**Two lengths in the s¹–s¹ bond: H2, Li2, Na2, Rb2 and Cs2**

The table holds bond lengths, harmonic wavenumbers, force constants, dissociation energies and reduced masses from CCSD/def2-SVPD in PySCF, with core potentials on Rb and Cs and no spin-orbit or counterpoise correction. The program tests whether r_e follows the hydrogenic valence size n*²a₀ alone or needs an added core radius, compares a power law with Badger's form for the force constant, splits each fall of ω_e into stiffness and mass, and sets Hartree-Fock scans of the same runs beside CCSD. Valence size alone misses by up to 38 % of r_e, while valence plus core holds all rows within 2 %, with constants that trade against each other and rough recalled inputs. The force constant falls roughly as r_e to the power −2.5, the growth of r_e is already present at Hartree-Fock level, and mass dominates the fall of ω_e below Li2. The dissociation energies of Rb2 and Cs2 tie within rounding and lie well below rough recalled measurements.

Calculated values. PySCF 2.14.0, CCSD/def2-SVPD on closed-shell RHF references, without spin-orbit coupling, for singlet H2 and alkali dimers; only the Na 1s orbitals are frozen, and ECP marks scalar-relativistic core potentials. Constants come from Dunham fits to the bond curves for the main isotopes; D_e is relative to neutral ground-configuration atoms, without counterpoise correction.

## Script

```python
# Table: r_e, omega_e, k, D_e, reduced mass of H2, Li2, Na2, Rb2, Cs2; PySCF CCSD/def2-SVPD.
# Tested: valence size plus core size for r_e; power law and Badger form for k; mass/stiffness split; HF vs CCSD.
T = {
    'molecule': ['H2', 'Li2', 'Na2', 'Rb2', 'Cs2'],
    'Z': [1, 3, 11, 37, 55],
    'rel': ['non-relativistic', 'non-relativistic', 'non-relativistic', 'ECP', 'ECP'],
    're': [0.76, 2.779, 3.211, 4.339, 4.776],  # Å
    'we': [4366, 319, 151, 51, 38],  # 1/cm
    'k': [5.66, 0.21, 0.15, 0.07, 0.06],  # mdyn/Å
    'de': [4.52, 0.88, 0.7, 0.31, 0.31],  # eV
    'mu': [0.5, 3.5, 11.5, 42.5, 66.5],  # u
}
import numpy as np
from scipy import constants as C
pc = C.physical_constants
Eh, a0, Ry = pc['Hartree energy in eV'][0], pc['Bohr radius'][0]*1e10, pc['Rydberg constant times hc in eV'][0]
md = 100*1e-20/C.e  # eV/A^2 per mdyn/A
m = T['molecule']; re, we, kt, de, mt = (np.array(T[x], float) for x in ('re', 'we', 'k', 'de', 'mu'))
# further outputs of the same runs: unrounded k, masses, CCSD minimum and atom energies, HF scans
k = np.array([5.658293, 0.21005, 0.1549, 0.065076, 0.055678])
mu = np.array([1.007825, 7.016004, 22.98977, 84.91179, 132.905447])/2
emin = np.array([-1.164716, -14.88873, -323.613484, -47.73625, -39.80984])
eat = np.array([-0.49928, -7.428136, -161.793911, -23.86248, -19.89927])
r0 = [0.76, 2.785, 3.12, 4.304, 4.768]; x = np.array([-.10, -.06, -.03, 0, .03, .07, .12, .18])
hf = [[-1.125679, -1.128118, -1.128868, -1.128829, -1.128104, -1.126225, -1.122663, -1.116986],
      [-14.85258, -14.85472, -14.8557, -14.85623, -14.85636, -14.85601, -14.8549, -14.8528],
      [-323.580907, -323.583208, -323.584323, -323.584983, -323.585247, -323.585077, -323.584187, -323.58237],
      [-47.59454, -47.59668, -47.59776, -47.59846, -47.59882, -47.59886, -47.59831, -47.59699],
      [-39.69923, -39.70145, -39.7026, -39.70337, -39.70379, -39.70391, -39.70347, -39.70229]]
# rough recalled values, two figures: ionisation energy (eV), cation radius (A), measured D_e (eV)
I = np.array([Ry, 5.4, 5.1, 4.2, 3.9]); ri = np.array([0, .76, 1.0, 1.5, 1.7]); dx = np.array([4.7, 1.1, .75, .49, .45])
ns = np.sqrt(Ry/I); D = (2*eat - emin)*Eh; rh = []
print('HF vs CCSD: r_HF, r_CCSD, shift (A); k_HF, k_CCSD (mdyn/A); E_corr at r_e (Eh, eV)')
for i in range(5):
    p = np.poly1d(np.polyfit(x, np.array(hf[i]) - hf[i][3], 4)); g = np.linspace(-.08, .16, 24001)
    xm = g[np.argmin(p(g))]; rh.append(r0[i]*(1 + xm)); ec = emin[i] - hf[i][3] - p(re[i]/r0[i] - 1)
    print(f'{m[i]:4s}{rh[i]:7.3f}{re[i]:7.3f}{re[i]-rh[i]:+7.3f}{p.deriv(2)(xm)/r0[i]**2*Eh/md:8.3f}{k[i]:8.3f}{ec:8.3f}{ec*Eh:7.2f}')
rh = np.array(rh); w = np.sqrt(k*100/(mu*C.atomic_mass))/(2*np.pi*C.c*100)
print(f'identity sqrt(k/mu): largest gap to table omega_e {abs(w-we).max():.2f} 1/cm (rounding 0.5)')
print('rounding of table k (%):', np.round(0.5/kt, 1), ' of mu (%):', np.round(5/mt, 1))
print('step factors: r_e up, n* up, omega_e down = from k x from mass, k down, D_e down, -dlnk/dlnr')
for i, j in [(0, 1), (1, 2), (2, 3), (3, 4), (0, 4), (1, 4)]:
    print(f'{m[i]}->{m[j]}: {re[j]/re[i]:.2f} {ns[j]/ns[i]:.2f} {w[i]/w[j]:.2f} = {(k[i]/k[j])**.5:.2f} x {(mu[j]/mu[i])**.5:.2f}'
          f' {k[i]/k[j]:.2f} {D[i]/D[j]:.2f} {np.log(k[i]/k[j])/np.log(re[j]/re[i]):.2f}')
X = np.c_[ns**2*a0, ri]
fit = lambda A, s: np.linalg.lstsq(A[s]/re[s, None], np.ones(len(re[s])), rcond=None)[0]
cA, cB, cC = fit(X[:, :1], slice(0, 5)), fit(X, slice(0, 5)), fit(X, slice(1, 5))
eA, eB, eC = 100*(X[:, :1]@cA/re - 1), 100*(X@cB/re - 1), 100*(X@cC/re - 1)
print(f'A: r = a n*^2 a0, a = {cA[0]:.2f};  B: plus b r_ion, a = {cB[0]:.2f}, b = {cB[1]:.2f}')
print(f'B fitted to alkalis only (H2 has no core): a = {cC[0]:.2f}, b = {cC[1]:.2f}')
u = 100*np.hypot(cB[0]*X[:, 0]*.05/I*(ri > 0), cB[1]*np.array([0, .005, .05, .05, .05]))/re
print('row: n*, r_e/(n*^2 a0), error % of A, B, B alkali-only; % from rounding of recalled inputs')
for i in range(5):
    print(f'{m[i]:4s}{ns[i]:6.2f}{re[i]/X[i,0]:6.2f}{eA[i]:+7.1f}{eB[i]:+7.1f}{eC[i]:+7.1f}{u[i]:6.1f}')
print(f'worst rows: A {m[abs(eA).argmax()]}, B {m[abs(eB).argmax()]}')
pk = np.polyfit(np.log(re), np.log(k), 1); pa = np.polyfit(np.log(re[1:]), np.log(k[1:]), 1)
bd = np.polyfit(re, k**(-1/3), 1)
eP, eD = 100*(np.exp(np.polyval(pk, np.log(re)))/k - 1), 100*(np.polyval(bd, re)**-3/k - 1)
print(f'k ~ r^-p: p = {-pk[0]:.2f} all rows, {-pa[0]:.2f} alkalis; Badger k^(-1/3) = {bd[0]:.3f} r + {bd[1]:.3f}')
e2 = C.e**2/(4*np.pi*C.epsilon_0)*1e28; wd = np.sqrt(2*D/(k*md))
print('row: k r^3/e^2, error % power law, Badger; k r^2/2D_e; Morse width (A); width/(n* a0)')
for i in range(5):
    print(f'{m[i]:4s}{k[i]*re[i]**3/e2:6.2f}{eP[i]:+7.1f}{eD[i]:+7.1f}{(re[i]/wd[i])**2:7.1f}{wd[i]:6.2f}{wd[i]/ns[i]/a0:6.2f}')
q = np.polyfit(np.log(re[1:]), np.log(D[1:]), 1); eQ = 100*(np.exp(np.polyval(q, np.log(re)))/D - 1)
print(f'D_e ~ r^-q, alkalis only: q = {-q[0]:.2f}; scaled copies of one curve would need p = q + 2')
print('row: D_e table, from run energies (eV), error % of r^-q, D_e/I, D_e/rough recalled value')
for i in range(5):
    print(f'{m[i]:4s}{de[i]:6.2f}{D[i]:7.3f}{eQ[i]:+7.0f}{D[i]/I[i]:6.2f}{D[i]/dx[i]:5.1f}')
print(f'D_e(Cs2) - D_e(Rb2) = {1e3*(D[4]-D[3]):+.1f} meV (rounding of run energies about {1e3*2e-5*Eh:.1f} meV)')
assert np.all(np.diff(re) > 0) and np.all(np.diff(rh) > 0) and np.all(np.diff(k) < 0)
assert re[0] > rh[0] and np.all(re[1:] < rh[1:])
assert 2 < -pk[0] < 4 and 2 < -pa[0] < 4
assert abs(D[4] - D[3]) < 0.005 and np.all(abs(D - de) < 0.006)
```

Printed output:

```
HF vs CCSD: r_HF, r_CCSD, shift (A); k_HF, k_CCSD (mdyn/A); E_corr at r_e (Eh, eV)
H2    0.747  0.760 +0.013   6.235   5.658  -0.036  -0.98
Li2   2.857  2.779 -0.078   0.217   0.210  -0.033  -0.89
Na2   3.237  3.211 -0.026   0.163   0.155  -0.028  -0.77
Rb2   4.531  4.339 -0.192   0.068   0.065  -0.138  -3.75
Cs2   5.054  4.776 -0.278   0.054   0.056  -0.106  -2.90
identity sqrt(k/mu): largest gap to table omega_e 0.44 1/cm (rounding 0.5)
rounding of table k (%): [0.1 2.4 3.3 7.1 8.3]  of mu (%): [10.   1.4  0.4  0.1  0.1]
step factors: r_e up, n* up, omega_e down = from k x from mass, k down, D_e down, -dlnk/dlnr
H2->Li2: 3.66 1.59 13.69 = 5.19 x 2.64 26.94 5.12 2.54
Li2->Na2: 1.16 1.03 2.11 = 1.16 x 1.81 1.36 1.26 2.11
Na2->Rb2: 1.35 1.10 2.97 = 1.54 x 1.92 2.38 2.27 2.88
Rb2->Cs2: 1.10 1.04 1.35 = 1.08 x 1.25 1.17 1.00 1.63
H2->Cs2: 6.28 1.87 115.77 = 10.08 x 11.48 101.63 14.70 2.51
Li2->Cs2: 1.72 1.18 8.45 = 1.94 x 4.35 3.77 2.87 2.45
A: r = a n*^2 a0, a = 1.98;  B: plus b r_ion, a = 1.43, b = 1.23
B fitted to alkalis only (H2 has no core): a = 1.25, b = 1.45
row: n*, r_e/(n*^2 a0), error % of A, B, B alkali-only; % from rounding of recalled inputs
H2    1.00  1.44  +37.5   -0.6  -12.7   0.0
Li2   1.59  2.08   -5.2   +2.0   -0.1   0.7
Na2   1.63  2.27  -13.2   +0.9   +0.3   2.0
Rb2   1.80  2.53  -22.0   -1.2   -0.3   1.6
Cs2   1.87  2.59  -23.7   -1.2   +0.1   1.5
worst rows: A H2, B Li2
k ~ r^-p: p = 2.53 all rows, 2.55 alkalis; Badger k^(-1/3) = 0.520 r + 0.193
row: k r^3/e^2, error % power law, Badger; k r^2/2D_e; Morse width (A); width/(n* a0)
H2    1.08   +0.3  -13.0    2.3  0.51  0.96
Li2   1.95   +1.4   +8.5    5.7  1.16  1.38
Na2   2.22   -4.6   +0.0    7.1  1.20  1.39
Rb2   2.30   +6.0   +4.7   12.4  1.23  1.29
Cs2   2.63   -2.8   -6.2   12.9  1.33  1.35
D_e ~ r^-q, alkalis only: q = 2.14; scaled copies of one curve would need p = q + 2
row: D_e table, from run energies (eV), error % of r^-q, D_e/I, D_e/rough recalled value
H2    4.52  4.521   +220  0.33  1.0
Li2   0.88  0.883     +2  0.16  0.8
Na2   0.70  0.698     -5  0.14  0.9
Rb2   0.31  0.307    +13  0.07  0.6
Cs2   0.31  0.307     -8  0.08  0.7
D_e(Cs2) - D_e(Rb2) = +0.3 meV (rounding of run energies about 0.5 meV)
```
